Why does a single electron jump, 3p → 2s in sodium-like krypton, give twenty lines whose rates differ by a factor of 678, and why do some quartet lines outshine doublet lines?

The lines come from one relativistic configuration-interaction run on Dirac orbitals. Each upper level has a hole in 2s and two n = 3 electrons. A 3p electron fills the hole by an electric dipole (E1) transition, and the other electron, 3s or 3p, is a spectator. A label such as 4P5/2 gives spin multiplicity, orbital letter and total angular momentum J, and o marks odd parity. The last column is the Einstein coefficient A. Repeated 2s 3s 3p 2Po labels are different levels of the same J.

Strongest radiative lines from Kr25+ levels with a 2s vacancy, computed with radial Dirac CI 1, a CI on Dirac orbitals in exchange-only KLI potentials optimised for each configuration. The closed core is 1s2 2p6, zero-frequency Breit and model QED terms are included, and valence Slater integrals are scaled by 0.85. No correlation estimate is added, and Auger decay is left out.

```
     line upper     line lower  line energy (eV)  line einstein a (s⁻¹)
   2s 3p2 4P1/2  2s2 3p 2Po3/2            1913.4              4.731e+10
2s 3s 3p 4Po1/2   2s2 3s 2S1/2            1918.1              1.201e+12
2s 3s 3p 4Po3/2   2s2 3s 2S1/2            1920.9              3.794e+12
   2s 3p2 4P3/2  2s2 3p 2Po3/2            1922.5              2.860e+12
   2s 3p2 2P1/2  2s2 3p 2Po3/2            1925.6              1.160e+13
   2s 3p2 4P5/2  2s2 3p 2Po3/2            1925.9              6.863e+12
   2s 3p2 4P1/2  2s2 3p 2Po1/2            1926.3              1.065e+13
   2s 3p2 2D3/2  2s2 3p 2Po3/2            1928.4              1.059e+13
2s 3s 3p 2Po1/2   2s2 3s 2S1/2            1930.6              2.194e+13
   2s 3p2 4P3/2  2s2 3p 2Po1/2            1935.4              6.840e+10
   2s 3p2 2P1/2  2s2 3p 2Po1/2            1938.5              2.944e+13
2s 3s 3p 2Po3/2   2s2 3s 2S1/2            1938.7              2.891e+13
   2s 3p2 2D5/2  2s2 3p 2Po3/2            1938.8              1.037e+13
   2s 3p2 2P3/2  2s2 3p 2Po3/2            1940.8              3.206e+13
   2s 3p2 2D3/2  2s2 3p 2Po1/2            1941.3              2.171e+13
   2s 3p2 2S1/2  2s2 3p 2Po3/2            1948.2              1.739e+13
2s 3s 3p 2Po1/2   2s2 3s 2S1/2            1950.9              1.026e+13
2s 3s 3p 2Po3/2   2s2 3s 2S1/2            1953.2              6.804e+11
   2s 3p2 2P3/2  2s2 3p 2Po1/2            1953.8              1.883e+11
   2s 3p2 2S1/2  2s2 3p 2Po1/2            1961.1              4.856e+11
```

The photon energy E is not the cause. An E1 rate goes as E³ times a line strength, and over the span of 47.7 eV the factor E³ changes by 7.7%. The spread lies in the angular coupling.

Let A₁ be the rate at which a 3p electron would fall into an empty 2s shell. One 2s place is occupied, so the twelve states of a 2s 3p pair decay at A₁/2 on average. The final 2s² is a spin singlet and the dipole operator does not act on spin, so the three singlet states carry everything, 2A₁ each. With Ps the projector on the singlet of the 2s and the jumping electron, and Pj the projector on the spectator's angular momentum j,

A(2s 3s 3p) = 2A₁⟨Ps⟩
A(2s 3p² → 3p j) = 4A₁⟨Ps Pj⟩

where the second factor of two arises because either 3p electron can jump. In pure LS coupling the totals for 2s 3p² are 0 for 4P, A₁ for 2D and 2S, and 3A₁ for 2P. The table does not obey this. The levels labelled 2D3/2 and 2P3/2 have totals of 10.59 + 21.71 = 32.3 and 32.06 + 0.19 = 32.25 in units of 10¹² s⁻¹, equal where LS asks for 1 : 3. Both lie about halfway between the two LS totals, as near-even mixtures of 2D and 2P would, so these two labels name little more than a leading term.

Mixing among levels of one J is a rotation of the basis, so the sum of rates over those levels to a given lower level is a trace and should survive it. It nearly does. The 2s 3s 3p sums are 33.40 for J = 1/2 and 33.38 for J = 3/2, both 2A₁ in theory. One value, A₁ = 16.9 × 10¹² s⁻¹, reproduces all seven sums within 4% of the tabulated sum. Separate rates for 3p1/2 and 3p3/2, the first about 10% larger, bring this within 2%. A difference of that order is what relativistic orbital contraction suggests, since (Zα)² is 0.07 with α the fine-structure constant, but the two rates trade against each other in the fit. The remaining 2% is far above the rounding of A; separately optimised orbitals and mixing with 2s 3p 4p are my guess at its origin, untested.

How each sum is shared depends on the competition between spin-orbit coupling and electrostatic splitting. The plain analogy is the 1s2p pair of a helium-like ion, where 3P1 borrows strength from 1P1 in proportion to the square of spin-orbit coupling over exchange gap. It holds here for the borrowing and for the conserved sum. It fails in two respects: the coupling is not small, and a block of three levels lets amplitudes cancel. The model matrix has exchange terms −G(½ + 2s·s′)/(2l + 1) with G the exchange integral, the 3p–3p parameter F₂ (the Slater integral F² over 25), and ζ l·s for each 3p electron. Four constants were fitted to the eight 2s 3p² energies and three more to the six 2s 3s 3p energies, with ζ and the 2s–3p exchange carried over; the residuals, 0.03 eV rms and up to 0.06 eV, are small but are more than rounding and belong to the model. Rates entered only through the seven sums. The printed output after this page gives every row.

The J = 5/2 pair can be worked by hand with F₂ = 0.98, G = 4.88 and ζ = 8.85 eV. The diagonal energies are −5F₂ − 2G/3 + ζ/2 for 4P5/2 and F₂ − G/3 for 2D5/2, and the coupling is ζ/√2.

d = 6F₂ + G/3 − ζ/2 = 5.88 + 1.63 − 4.43 = 3.08 eV
Δ = √(d² + 2ζ²) = √(9.5 + 156.6) = 12.9 eV
doublet weight of the lower level = ½(1 − d/Δ) = 0.38

The table has 1938.8 − 1925.9 = 12.9 eV, but both energies were in the fit. The rate was not, apart from its share in one sum: 0.38 × 16.9 × (1925.9/1935)³ = 6.3, some 8% below the tabulated 6.863. With the two j-dependent rates the model gives 6.91. The "quartet" line is strong because the coupling, 6.3 eV, is twice the gap d.

The full model puts 18 of 20 rates within 20% of the table, against 4 for its pure jj limit and 2 for pure LS. Levels were matched by energy order, which in the LS limit interchanges 2D3/2 and 2P3/2; undoing the interchange leaves the LS count at 2. The CI contains the same angular algebra, so the agreement identifies the cause of the pattern and says nothing about accuracy. The compositions below are the model's.

Six upper levels decay to both 2Po1/2 and 2Po3/2, in pairs 12.9 eV apart, and three weak partners follow from the spectator keeping its j. The levels 2P3/2 and 2S1/2 hold 1.98 and 1.92 electrons in 3p3/2, so they leave a 3p3/2 behind and reach 2Po1/2 about 170 and 36 times more weakly than 2Po3/2. The level 4P1/2 is the mirror case, nearly 3p1/2², strong to 2Po1/2 and 225 times weaker to 2Po3/2. Its 0.12 electron in 3p3/2 would still allow roughly 1 × 10¹² s⁻¹ if the admixtures added without interference, against 0.047 in the table, so in the model they must largely cancel.

Two weak lines need another reason. The level 4P3/2 has one electron in each 3p subshell, so both lower levels are open. From J = 3/2 to 2Po1/2, however, only one basis state radiates, the one with 2s and 3p3/2 coupled to 1. The level labelled 2D3/2 takes 21.71 of the sum of 21.97, and for 4P3/2, 94% quartet, this line is weak in both coupling limits. The line at 1953.2 eV is weak although its level is 98% doublet: total spin ½ does not make the 2s–3p pair a singlet. Its singlet weight is 0.68/(2 × 16.9) = 2%. In the LS limit both upper doublet lines would lie near 3; spin-orbit mixing raises the J = 1/2 line to 10.26 and lowers this one.

These two lines are also where the model fails, 21% below the table at 1935.4 eV and 42% above it at 1953.2 eV. A rate is a squared amplitude, and the second miss is only 0.17 against 0.14 in amplitude. The model gives 3p1/2 and 3p3/2 one set of Slater integrals where Dirac orbitals give separate ones, and the miss has not been traced further. Carrying ζ and G over is an unlikely cause, since the carried values already fit the six 2s 3s 3p energies to 0.03 eV rms. The largest absolute miss, 10% high at 1950.9 eV, sits in the same configuration.

Some rates also depend on the settings. Undoing the empirical 0.85 scaling inside the model raises 2P3/2 → 2Po1/2 from 0.22 to 0.32 and lowers 4P1/2 → 2Po1/2 from 10.5 to 9.2. A larger fault is the configuration list, which was cut by a size budget. The run omits 2s 3s², 2s 3s 3d and 2s 3p 3d. The 2D term of 2s 3p² mixes strongly with 2s 3s 3d through a dipole integral of the same order as the 3s–3p exchange, about 31 eV in the fit. That mixing would push 2D down by several eV, more than the gap d of about 3 eV, and take strength from it. The J = 1/2 levels are no safer: 2s 3s² mixes with the 2S term of 2s 3p² through the 3s–3p exchange integral itself, which would push 2S up by an estimated few eV and change the J = 1/2 strengths too. Likewise 2s 3p 3d can mix with 2s 3s 3p. All seven sums and their sharing therefore describe this truncated list rather than the ion. Neglected orbital overlaps touch the absolute scale. Line orderings are therefore insecure over several eV, above all where 2D or 2S character enters, and with no correlation estimate to make up for the omissions, close ones, as at 1938.5 to 1938.8 eV, are insecure everywhere. The levels lie above the ionisation limit (about 1.2 keV, a rough recalled size), and with Auger and 2p → 2s decay left out these A values give neither lifetimes nor intensities.

Along the sodium-like sequence ζ grows roughly as the fourth power of the screened charge and the Slater integrals as the first. A heavier ion should therefore move toward the jj column, with 4P1/2 → 2Po1/2 approaching a full A₁ and the lines that change the spectator's j fading relative to it. In a lighter ion the quartet lines should fade and the lines from the highest J = 3/2 and J = 1/2 levels of 2s 3p² to 2Po1/2 should recover.

Printed output of the fit:

```
energy span 47.7 eV, E^3 ratio 1.077, rate ratio max/min 678
pair splitting 12.92 eV (min 12.9, max 13.0, 6 pairs); rounding 0.05 eV, A up to 0.05%
sums (1e12/s): array, J, lower j | raw | scaled to 1935 eV | coeff p1/2, p3/2 | per unit | error one rate, two rates
3s3p 0.5 0.5 | 33.40 | 33.33 | 0.667 1.333 | 16.67 | +1.6% +1.5%
3s3p 1.5 0.5 | 33.38 | 33.28 | 0.667 1.333 | 16.64 | +1.7% +1.7%
3p2  0.5 0.5 | 40.58 | 40.54 | 1.000 1.333 | 17.38 | -2.6% -1.8%
3p2  0.5 1.5 | 29.04 | 28.86 | 0.667 1.000 | 17.32 | -2.2% -1.7%
3p2  1.5 0.5 | 21.97 | 21.75 | 0.000 1.333 | 16.31 | +3.8% +0.5%
3p2  1.5 1.5 | 45.51 | 45.39 | 0.667 2.000 | 17.02 | -0.6% -1.4%
3p2  2.5 1.5 | 17.23 | 17.27 | 0.667 0.333 | 17.27 | -2.0% +1.0%
one rate 16.93; two rates p1/2 17.97, p3/2 16.39 (ratio 1.096); f per electron 0.313, hydrogenic 0.435
3p2 fit (eV): F2/25 0.98, G1(2s3p) 4.88, zeta 8.85 (2/3 of splitting 8.61), rms 0.03
3s3p fit (eV): G0(2s3s) 5.26, G1(3s3p) 30.97, rms 0.03
upper > lower j | E, model-table (eV) | A table, mixed, LS, jj, mixed/0.85 (1e12/s) | mixed/table | n(p3/2), quartet %
3p2 4P1/2    > 1.5 | 1913.4 +0.01 |  0.047  0.051  0.008  0.000  0.048 | 1.08 | 0.12 71
3s 3p 4Po1/2 > 0.5 | 1918.1 -0.02 |  1.201  1.206  0.005  4.731  1.017 | 1.00 | 0.03 97
3s 3p 4Po3/2 > 0.5 | 1920.9 +0.06 |  3.794  3.878  0.013 11.719  3.251 | 1.02 | 0.16 89
3p2 4P3/2    > 1.5 | 1922.5 -0.06 |  2.860  2.769  0.008  5.231  2.515 | 0.97 | 1.01 94
3p2 2P1/2    > 1.5 | 1925.6 -0.01 | 11.600 11.347 17.182 11.806 11.510 | 0.98 | 0.97 20
3p2 4P5/2    > 1.5 | 1925.9 +0.04 |  6.863  6.907  0.008 11.811  6.097 | 1.01 | 1.08 62
3p2 4P1/2    > 0.5 | 1926.3 +0.03 | 10.650 10.462  0.016 17.728  9.242 | 0.98 | 0.12 71
3p2 2D3/2    > 1.5 | 1928.4 +0.01 | 10.590 10.347 41.841  6.578 11.103 | 0.98 | 1.01 1
3s 3p 2Po1/2 > 0.5 | 1930.6 +0.01 | 21.940 21.420 30.823  7.075 22.698 | 0.98 | 0.17 2
3p2 4P3/2    > 0.5 | 1935.4 -0.04 |  0.068  0.054  0.000  0.112  0.049 | 0.79 | 1.01 94
3p2 2P1/2    > 0.5 | 1938.5 +0.01 | 29.440 28.924 34.007 21.977 30.018 | 0.98 | 0.97 20
3s 3p 2Po3/2 > 0.5 | 1938.7 -0.05 | 28.910 29.099 30.686 21.575 29.544 | 1.01 | 0.94 9
3p2 2D5/2    > 1.5 | 1938.8 +0.03 | 10.370 10.501 17.539  5.497 11.327 | 1.01 | 1.92 38
3p2 2P3/2    > 1.5 | 1940.8 -0.00 | 32.060 31.774  2.508 33.082 31.264 | 0.99 | 1.98 5
3p2 2D3/2    > 0.5 | 1941.3 +0.02 | 21.710 21.797  8.282 21.959 21.712 | 1.00 | 1.01 1
3p2 2S1/2    > 1.5 | 1948.2 -0.02 | 17.390 17.153 11.156 16.731 16.988 | 0.99 | 1.92 9
3s 3p 2Po1/2 > 0.5 | 1950.9 -0.02 | 10.260 11.307  2.867 22.400 10.187 | 1.10 | 0.80 1
3s 3p 2Po3/2 > 0.5 | 1953.2 +0.03 |  0.680  0.968  3.408  0.419  1.172 | 1.42 | 0.90 2
3p2 2P3/2    > 0.5 | 1953.8 -0.09 |  0.188  0.224 14.058  0.000  0.317 | 1.19 | 1.98 5
3p2 2S1/2    > 0.5 | 1961.1 -0.00 |  0.486  0.474  6.234  0.000  0.629 | 0.98 | 1.92 9
mixed: rms error 0.32e12/s, within 20%: 18/20, largest miss +1.05 at 1950.9 eV
LS: rms error 11.67e12/s, within 20%: 2/20, largest miss +31.25 at 1928.4 eV
jj: rms error 5.81e12/s, within 20%: 4/20, largest miss -14.86 at 1930.6 eV
mixed /0.85: rms error 0.57e12/s, within 20%: 16/20, largest miss -1.41 at 1926.3 eV
worst mixed/table ratios: 1.42 at 1953.2 eV, 0.79 at 1935.4 eV, 1.19 at 1953.8 eV
```
